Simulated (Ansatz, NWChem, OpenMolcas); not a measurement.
## Computed against measured: dipole moment

6 molecules with halogens; the dipole moment in D, computed less measured. Shapes, held fixed at every level: PBE0-D4/def2-TZVP. No vibrational averaging. Dipoles are compared by magnitude; molecules under 1 D, whose direction can flip, are left out. Programs: Ansatz 0.2.0, NWChem 7.3.0, OpenMolcas 26.06. A level may come from different programs for different species; with the same settings they agree closely. Measured values: NIST CCCBDB.

Levels: A = PBE/STO-3G; B = PBE0/def2-SVP; C = B3LYP-D4/def2-TZVPP; D = wB97M-V/def2-TZVPP.

```json
{"molecule": "CHFO (formyl fluoride)", "measured": "2.02", "A": "-0.73", "B": "-0.01", "C": "+0.07", "D": "+0.09"}
{"molecule": "PF3 (SMILES FP(F)F)", "measured": "1.03", "A": "-0.56", "B": "+0.07", "C": "+0.02", "D": "+0.04"}
{"molecule": "CH3Br (bromomethane)", "measured": "1.81", "A": "-0.39", "B": "+0.02", "C": "+0.08", "D": "+0.08"}
{"molecule": "CH3Cl (chloromethane)", "measured": "1.87", "A": "+0.13", "B": "+0.01", "C": "+0.01", "D": "+0.01"}
{"molecule": "CH3F (fluoromethane)", "measured": "1.85", "A": "-1.06", "B": "-0.04", "C": "-0.05", "D": "-0.07"}
{"molecule": "SiH3Cl (chlorosilane)", "measured": "1.31", "A": "+1.13", "B": "+0.06", "C": "-0.06", "D": "-0.07"}
```

Task: Sum up the errors.

Result: 
| level | kind | mean error | mean absolute error | worst case |
| --- | --- | --- | --- | --- |
| PBE/STO-3G | GGA | -0.247 | 0.667 | SiH3Cl |
| PBE0/def2-SVP | global hybrid | +0.018 | 0.035 | PF3 |
| B3LYP-D4/def2-TZVPP | global hybrid | +0.012 | 0.048 | CH3Br |
| wB97M-V/def2-TZVPP | range-separated hybrid | +0.013 | 0.060 | CHFO |

On this set PBE0/def2-SVP has the smallest mean absolute error and PBE/STO-3G the largest. PBE/STO-3G is too low in 4 of 6; PBE0/def2-SVP is too high in 4 of 6; B3LYP-D4/def2-TZVPP is too high in 4 of 6; wB97M-V/def2-TZVPP is too high in 4 of 6. The levels differ in basis as well as in method. The smallest two are near a tie. Relativity is left out for Br. The set is small.

The small mean error of PBE/STO-3G hides large errors of opposite sign: all three fluorides come out too weakly polar, while chlorosilane is far too polar. A minimal basis cannot let the valence shell expand or polarise as charge moves towards the halogen, so the balance between bond dipoles and lone-pair contributions is probably distorted differently in each molecule. A uniform scaling would therefore not repair these dipoles.

In the methyl halides, the measured moments are close because a longer carbon–halogen bond offsets the smaller charge separation as the halogen becomes less electronegative. PBE/STO-3G loses this near-balance, chiefly by underestimating fluoromethane. The other three levels restore it, but none reproduces the full measured order, chloromethane above fluoromethane above bromomethane, since each places bromomethane above fluoromethane. They are thus good enough to show that the three are similarly polar, but not to rank them. Nor does a good total dipole establish accurate atomic charges, since different charge distributions can give the same moment.
